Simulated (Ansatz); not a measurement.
## Ligand exchange: HBr + C2H6SSi → SiH3Br + C2H4S

Species: HBr (hydrogen bromide), singlet; C2H6SSi `C=CS[SiH3]`, singlet; SiH3Br `[SiH3]Br`, singlet; C2H4S `C=CS`, singlet. The partners trade H for SiH3: Br–H and S–SiH3 bonds give way to Br–SiH3 and S–H.

Shapes, held fixed at every level: PBE0-D4/def2-TZVP. Flexible molecules stand in one conformer, not always the lowest. Programs: Ansatz 0.2.0. Electronic energies: no zero-point or thermal term.

| level | kind | ΔE (kJ/mol) | less CCSD(T)/def2-TZVPP |
| --- | --- | --- | --- |
| HF/def2-TZVPP | Hartree–Fock | -49.0 | -15.1 |
| PBE-D4/def2-TZVPP | GGA | -31.7 | +2.2 |
| r2SCAN-D4/def2-TZVPP | meta-GGA | -36.3 | -2.4 |
| wB97M-V/def2-TZVPP | range-separated hybrid | -37.5 | -3.6 |
| B2PLYP/def2-TZVPP | double hybrid | -38.4 | -4.5 |
| MP2/def2-TZVPP | perturbation theory | -34.3 | -0.4 |
| CCSD/def2-TZVPP | coupled cluster or CI | -36.6 | -2.7 |
| CCSD(T)/def2-TZVPP | coupled cluster or CI | -33.9 | 0.0 |

The highest level, CCSD(T)/def2-TZVPP, gives ΔE = -33.9 kJ/mol; the levels span -49.0 to -31.7. The column of differences is taken from that level and isn't an error. No measured value is set beside it here. Relativity is left out for Br unless named. Correlated rows may include outer-core shells of Br, which these sets cover unevenly.

Replacing the H–Br and S–SiH3 bonds with Si–Br and S–H bonds is exothermic at every level, so the preferred pairing doesn't depend on the treatment of correlation. Electronegativity accounts for the direction: silicon is more electropositive than hydrogen, and bromine more electronegative than sulfur, so silicon gains more from bonding to bromine than hydrogen loses by moving to sulfur. The strongly polar Si–Br bond is probably the main source of the driving force, since the vinyl group stays attached to sulfur throughout.

Hartree–Fock gives the right sign but exaggerates the energy release, at -49.0 kJ/mol against -33.9 with CCSD(T). Correlation therefore stabilises the reactants more than the products, probably in part because the mean-field description overstates the advantage of the polar Si–Br bond. MP2 lies closer to CCSD(T) than CCSD does, which suggests some cancellation between higher-order correlation terms rather than a converged perturbation series. The reaction energies favour silyl transfer to bromide but say nothing about the barrier to exchange.
